## The rule

The pressure that a hybrid functional gives for GaN in this fixed cell can be estimated from its parent functional and its share of exact exchange. Start at 6 GPa for a PBE-type hybrid, or at zero for one built on r2SCAN, and subtract 0.24 GPa for each per cent of exact exchange. This comes within 1 GPa for four of the five functionals and fails for LC-wPBE.

Plane-wave density functional calculations with Ansatz 0.2.0 and PAW potentials for GaN (space group P6_3mc, 4 atoms per cell), spin-unpolarised, with a 6x6x4 k mesh. All rows use the same fixed r2SCAN geometry. Pressure and stress are positive in compression, and z runs along the c axis.

```tsv
functional	wave cutoff	pressure (GPa)	stress xx (GPa)	stress zz (GPa)
DDH-PBE0	420 eV	1.700	1.800	1.600
HSE06	420 eV	0.000	0.100	-0.300
LC-wPBE	420 eV	-5.800	-5.700	-6.000
PBE0	420 eV	-0.200	-0.100	-0.500
r2SCANh	500 eV	-1.500	-1.500	-1.700
```

## What the pressure means

The cell was relaxed with r2SCAN, so it has the size that r2SCAN prefers. A functional that prefers longer bonds finds the crystal squeezed and reports a positive pressure; one that prefers shorter bonds reports a negative one. The pressure therefore measures a disagreement between two functionals, and a value near zero is no sign of agreement with experiment.

A small relative change of all lengths, $\delta$, changes the volume by $3\delta$. With the bulk modulus $B$, the pressure is

$$p \approx 3B\,\delta .$$

For GaN $B$ is roughly 200 GPa, a recalled value, so a length mismatch of one per cent costs about 6 GPa. Read backwards, the 1.7 GPa of DDH-PBE0 means that this functional wants edges about 0.3 % longer.

## Why exact exchange pulls the crystal together

PBE makes the bonds of GaN too long, by roughly one per cent against experiment as a recalled figure. The r2SCAN cell is close to the measured one, so about the same excess applies here and gives the starting value of 6 GPa. Theory offers a reason. PBE exchange lowers the energy where the density varies steeply compared with its own size, as it does in the thin regions between atoms. These regions grow when the crystal expands, so PBE rewards expansion too much.

A hybrid replaces a fraction $x$ of this exchange by exact exchange, which lacks that excess reward. The energy changes by $x$ times the difference between the two exchange energies, as long as the orbitals hardly change. Pressure is minus the slope of energy against volume, so it too should change in proportion to $x$:

$$p \approx p_0 - kx .$$

Here $p_0$ is the pressure of the parent functional. The slope $k$ follows from letting one quarter of exact exchange cancel the PBE offset, $k = 6/0.25 = 24$ GPa. The PBE0 row suggested that choice, so its near-zero pressure is no test of the rule.

## Why the band gap is a poor guide

Exact exchange also widens the gap, so it is tempting to read the pressure from the gap. The same calculations refute this. DDH-PBE0 and HSE06 have almost equal gaps, 3.26 and 3.20 eV, yet their pressures differ by 1.7 GPa. PBE0 has a gap 0.69 eV wider than HSE06 and nearly the same pressure.

HSE06 and PBE0 share the same quarter of exact exchange between close electrons, but HSE06 removes it at long range. The long-range part moves empty levels against filled ones, which changes the gap. The pressure comes from the total energy, and theory suggests that this part of it varies little when the bonds are stretched. For the rule, HSE06 therefore counts as a functional with $x = 0.25$.

## Two rows worked

**DDH-PBE0.** This functional sets $x$ to the inverse of the high-frequency dielectric constant as computed with PBE, a value not listed here. The measured constant, recalled as 5.3, can stand in for it, so $x \approx 0.19$, and

$$p \approx 6 - 24 \times 0.19 \approx 1.4\ \text{GPa}.$$

The calculation gives 1.7 GPa. This row did not set the slope, but the estimate depends on the dielectric constant: 5 would give 1.2 GPa and 6 would give 2.0 GPa. PBE, with its narrow gap, is expected to give a constant above the measured one, so the fraction actually used probably lies below 0.19 and the estimate nearer the upper value.

**r2SCANh.** The parent is r2SCAN, in its own cell, so $p_0 = 0$. With ten per cent of exact exchange the rule gives $-2.4$ GPa, against $-1.5$ GPa computed. The sign is right, but the pull is too strong by more than half of the computed value. This row itself would need a slope of 15 GPa instead of 24. A smaller slope is expected: r2SCAN rewards expansion less than PBE, which is why its cell is smaller, so replacing its exchange changes less. The higher plane-wave cutoff of this row may also contribute, since an incomplete basis adds a false pressure of its own. The size of this error was not tested in any row, so all the absolute pressures carry it.

## How far the rule reaches

Without LC-wPBE the typical miss is 0.5 GPa, against 1.1 GPa for someone who always guesses zero. This flatters the rule, because PBE0 suggested the slope and HSE06 is given the same fraction; the two worked rows are the real test. The rule cannot rank HSE06 and PBE0, since it gives both the same fraction, and their difference of 0.2 GPa may lie within the loose stress convergence. The printed output after this text lists the estimates for all rows.

For LC-wPBE, $x = 1$ gives $-18$ GPa, where the calculation finds $-5.8$ GPa. This functional has no exact exchange at zero distance and switches it on over a range shorter than the bond, whereas the cut of HSE06 sets in only over a few bond lengths. Counting the short-range value $x = 0$, as worked for HSE06, would give $+6$ GPa and miss by about as much the other way; the fraction read back from the row is about one half. Neither end value describes such a mixture, and the straight line is not expected to hold up to $x = 1$ in any case.

The same functionals in a cell relaxed with PBE would form a neighbouring series. That cell is larger, so by the same reasoning every pressure would shift downwards by about the PBE offset, while the order should stay, apart from that of HSE06 and PBE0, which is not settled here either.

The analysis program printed:

```
Offset of the PBE parent by the rule, GPa: 6
Pressure lost per unit of exact-exchange fraction, GPa: 24
Pressure lost per 0.01 of exact-exchange fraction, GPa: 0.24
Rule against calculation, GPa:
       row  fraction  rule  computed  rule_less_computed
  DDH-PBE0      0.19  1.44       1.7               -0.26
     HSE06      0.25     0         0                   0
   LC-wPBE         1   -18      -5.8               -12.2
      PBE0      0.25     0      -0.2                 0.2
   r2SCANh       0.1  -2.4      -1.5                -0.9
Rms miss without LC-wPBE, GPa: 0.479
Rms miss without LC-wPBE if zero were always guessed, GPa: 1.138
DDH-PBE0 estimate with dielectric constant 5, GPa: 1.2
DDH-PBE0 estimate with dielectric constant 6, GPa: 2
DDH-PBE0 estimate if PBE were 1.2 percent too long, GPa: 1.728
Slope that the r2SCANh row itself would need, GPa per unit fraction: 15
Effective fraction read back from LC-wPBE: 0.4917
Gap rule through DDH-PBE0 and PBE0:
       row  gap_eV  gap_rule_GPa  computed_GPa
  DDH-PBE0    3.26           1.7           1.7
     HSE06     3.2         1.881             0
   LC-wPBE     8.5         -14.1          -5.8
      PBE0    3.89          -0.2          -0.2
   r2SCANh    3.07         2.273          -1.5
Slope of the gap rule, GPa per eV: -3.016
Gap of PBE0 less gap of HSE06, eV: 0.69
Pressure of DDH-PBE0 less HSE06, GPa: 1.7
Length change wanted by each functional:
       row   percent
  DDH-PBE0    0.2833
     HSE06         0
   LC-wPBE   -0.9667
      PBE0  -0.03333
   r2SCANh     -0.25
Smallest stress xx less stress zz, GPa: 0.2
Largest stress xx less stress zz, GPa: 0.4
```
